The row that looks wrong is Gamma. In going from HSE06 to PBE0, its lowest empty level rises by 0.757 eV, while every other empty level in the table rises by at least 0.777 eV. Gamma is also where the band gap lies, so the one level from which a correction would normally be read is the least typical. Its deviation is small, though, beside what it deviates from: a shift of about three quarters of an electronvolt between two respected methods.

Band levels of SnSi3O8 (12-atom rutile-type cell, space group Cmmm) at named k points, from Ansatz 0.2.0 with plane-wave PAW; the cheaper level is HSE06 and the costlier one PBE0. Both use the same r2SCAN-relaxed cell, a 4×4×4 k mesh, a 420 eV cutoff and no spin polarisation. Energies are measured from each method's own valence top.

| point name | band v2, cheaper level (eV) | band v1, cheaper level (eV) | band c1, cheaper level (eV) | band c2, cheaper level (eV) | band v2, costlier level (eV) | band v1, costlier level (eV) | band c1, costlier level (eV) | band c2, costlier level (eV) |
| --- | --- | --- | --- | --- | --- | --- | --- | --- |
| Gamma | -0.721 | 0.000 | 5.516 | 7.681 | -0.718 | 0.000 | 6.273 | 8.459 |
| Y | -1.334 | -1.231 | 6.822 | 8.070 | -1.338 | -1.232 | 7.600 | 8.850 |
| C_0 | -1.337 | -1.233 | 6.824 | 8.073 | -1.341 | -1.235 | 7.601 | 8.853 |
| Sigma_0 | -1.337 | -1.233 | 6.824 | 8.073 | -1.341 | -1.235 | 7.601 | 8.853 |
| Z | -0.663 | -0.429 | 7.292 | 8.291 | -0.663 | -0.434 | 8.074 | 9.076 |
| A_0 | -1.320 | -0.916 | 7.555 | 9.134 | -1.323 | -0.918 | 8.339 | 9.922 |
| E_0 | -1.320 | -0.916 | 7.555 | 9.134 | -1.323 | -0.918 | 8.339 | 9.922 |
| T | -1.327 | -0.913 | 7.555 | 9.133 | -1.330 | -0.915 | 8.340 | 9.921 |
| S | -0.895 | -0.643 | 7.541 | 8.338 | -0.899 | -0.642 | 8.324 | 9.117 |

In the column heads, v1 is the top filled band and v2 the one below it; c1 is the lowest empty band and c2 the next. Each method counts energy from its own valence top, so the gap is simply c1 at Gamma.

## What happens

The two methods agree on the two highest filled bands and disagree on the gap. No filled level in the table moves by more than 0.005 eV, yet the gap grows from 5.516 to 6.273 eV. Somebody who checked HSE06 against PBE0 by laying the valence bands over each other would find an excellent match. That match would give no warning about the gap.

The pattern in the empty bands shows what kind of disagreement this is. If PBE0 stretched the energy scale, the percentage rise would be the same for high and low levels. Instead it is 13.7 % at the gap and falls to 8.6 % for the highest c2 levels. In electronvolts the rise stays between 0.76 and 0.79, so the empty bands move up almost as a rigid block. Because several of the named points are equivalent or nearly so, the evidence comes in effect from five different regions of k space.

## Why a rigid block

Both functionals replace part of the approximate, semilocal exchange energy by exact exchange, which is calculated from the orbitals themselves. At short distance between two electrons, both use a quarter of it. At long distance PBE0 keeps that quarter, while HSE06 lets it fade to zero. The disagreement in the table therefore comes from the long-range tail.

HSE06 cuts off the tail with a range parameter ω. The part that it drops acts between two electrons a distance r apart as erf(ωr)/r, in atomic units. This function doesn't blow up at small r as 1/r does; it levels off at 2ω/√π. It is nearly flat as long as r is well below 1/ω, which is roughly 5 Å.

Exchange acts on a level through the density matrix of the filled states, which links a point in the crystal to its surroundings. In an insulator with a wide gap this link dies away within a few ångströms, so exchange samples mostly the flat part of the interaction. A flat interaction can be taken out of the integral as a constant. What remains is the density matrix alone, and that is a projector: it returns a filled state unchanged and gives zero for an empty one.

The result is a simple rule. The long-range tail lowers each filled level by about the same constant, whatever its k point or band, and leaves the empty levels nearly alone. Filled bands keep their shape, empty bands keep theirs, and the distance between the two groups grows.

A helium atom shows the same thing without a crystal. Its filled 1s orbital is far smaller than 1/ω, so long-range exchange lowers it by the full constant, while the empty 2s orbital, being orthogonal to 1s, gets almost nothing. The comparison holds for the separation of filled from empty levels. It ends where the surroundings matter, because a lone atom has no neighbours whose electrons weaken the interaction.

## How large

The constant can be worked out from the recipe of the functional. With ω about 0.11 per bohr, the flat value 2ω/√π is 2 × 0.11/1.77 = 0.124 hartree. A quarter of that is 0.031 hartree, or 0.84 eV. The computed gap change at Gamma is 0.757 eV, so the estimate is too large by 0.09 eV, about 12 % of the computed change.

No level of the table entered this estimate. Since ω and the quarter are built into the calculations, the agreement tests only two assumptions: that the density matrix is short-ranged compared with 1/ω, and that the semilocal exchange removed in return acts about equally on both band edges. The total energies of the same two runs support the first. Their exact-exchange parts differ by 30.8 eV per cell, which corresponds to an average lowering of 0.83 eV for each filled level, very near the flat limit.

The small excess of the estimate has a natural origin. The interaction is not perfectly flat, so filled levels lose a little of the full lowering and empty levels gain a little. In addition, the semilocal exchange that is removed need not act equally on the two band edges. Averaged over the filled levels, the loss is small, as the 0.83 eV shows. Most of the excess therefore probably comes from the empty level or from the semilocal part.

## What the common zero hides

Setting both valence tops to zero makes it look as if only the empty bands moved. On the runs' own energy scales, the valence top falls by 0.40 eV and the conduction bottom rises by 0.355 eV. The reason is that PBE0 exchanges one attraction for another. The semilocal exchange that it takes away at long range had been pulling on filled and empty levels alike, so both go up; the exact exchange that it puts in pulls down mainly the filled ones. The deeper filled bands, which the table leaves out, follow on average: the summed band energy of the filled levels is 30.6 eV per cell lower in PBE0, which, shared among 74 electrons, is a mean fall of 0.41 eV.

This matters to anyone who uses such levels to judge how bands line up across an interface. There the positions of both edges count, and a table aligned at the valence top can't show that about half of the disagreement sits in the filled bands.

## Why Gamma lags behind

The lowest empty level at Gamma is the empty level closest in energy to the filled bands. A small distance in energy favours coupling to filled states at neighbouring k points. Through the part of the interaction that is not flat, it would then pick up some of the lowering meant for filled levels, and so rise less. The table supports this only in part. Within the c1 column the rise does tend to grow with height, but at S the c2 level lies above c1 and rises slightly less. Closeness in energy is therefore not the whole story, and the removed semilocal exchange may also act differently from level to level.

The k mesh raises a separate doubt, about the size of the whole shift. The long-range interaction grows steeply as two k points approach each other, so PBE0 needs a denser mesh than HSE06 for the same accuracy. An error of this kind acts mainly on the filled levels as a group and would look just like the physical shift. The rigid pattern is therefore no proof that the size of the shift is converged. The average lowering found above, so close to the flat limit, speaks against a large error, but only a denser mesh can settle the second decimal.

## Which approximation fails

What fails is the idea that one fixed treatment of the tail suits every material. In a real solid, the electrons weaken the exchange between distant charges by the electronic dielectric constant ε, leaving a fraction of about 1/ε. In a metal that fraction is zero, and the HSE06 choice is sensible. In an oxide of this kind ε should be roughly 3 to 4 (it wasn't computed here), which leaves between a quarter and a third.

By this argument HSE06 drops a tail that ought to be there, and its gap is probably too small. PBE0 has about the right tail here because its fixed quarter happens to be near 1/ε. The numbers themselves establish the size of the disagreement; the preference for PBE0 rests on the dielectric argument.

## What to do about it

Compare filled and empty bands separately when two hybrids are checked against each other. Filled bands that coincide, together with empty bands displaced by a nearly constant energy, are what a different long-range tail leaves behind, though a coarse k mesh can leave the same trace. If the percentage change is similar at all heights instead, look for another cause.

To bring HSE06 bands close to PBE0, add a constant to the empty bands; don't multiply the energies. A constant taken from the gap leaves the other empty levels too low by 0.02 to 0.03 eV, which is the trace of the odd Gamma row. For most uses that is harmless, since it is at most about 4 % of the shift itself.

If a conclusion depends on the size of the gap, treat the choice of tail as an uncertainty of about 0.8 eV until ε has been considered. Repeat the PBE0 calculation on a denser k mesh before relying on its second decimal. The crystal here is a hypothetical ordered arrangement with six oxygen neighbours around each silicon, so its gap should not be carried over to a mixed tin–silicon oxide film, whose structure may be quite different. The printed output below gives the shift of each level and the estimate.

Numerical output:

```
PBE0 less HSE06 in eV and relative rise in percent:
      row      v2      v1     c1     c2  c1_percent  c2_percent
    Gamma   0.003       0  0.757  0.778       13.72       10.13
        Y  -0.004  -0.001  0.778   0.78        11.4       9.665
      C_0  -0.004  -0.002  0.777   0.78       11.39       9.662
  Sigma_0  -0.004  -0.002  0.777   0.78       11.39       9.662
        Z       0  -0.005  0.782  0.785       10.72       9.468
      A_0  -0.003  -0.002  0.784  0.788       10.38       8.627
      E_0  -0.003  -0.002  0.784  0.788       10.38       8.627
        T  -0.003  -0.002  0.785  0.788       10.39       8.628
        S  -0.004   0.001  0.783  0.779       10.38       9.343
Gap change at Gamma, PBE0 less HSE06 (eV): 0.757
Smallest rise of c1 away from Gamma (eV): 0.777
Largest rise of c1 (eV): 0.785
Smallest rise of c2 (eV): 0.778
Largest rise of c2 (eV): 0.788
Largest change of v1 in size (eV): 0.005
Largest change of v2 in size (eV): 0.004
Largest miss for c1 if the gap change is used as a constant (eV): 0.028
Largest miss for c2 if the gap change is used as a constant (eV): 0.031
Spread of c1 over the named points, HSE06 (eV): 2.039
Spread of c1 over the named points, PBE0 (eV): 2.067
Estimated gap change from the long-range exchange of a compact hole (eV): 0.8444
Estimate less computed gap change (eV): 0.08738
Extra exact-exchange energy in PBE0, size per cell (eV): 30.82
Mean lowering of an occupied level, twice that energy per electron (eV): 0.8329
Fall of the valence top on the runs' own scales (eV): 0.4018
Rise of the conduction bottom on the runs' own scales (eV): 0.355
```
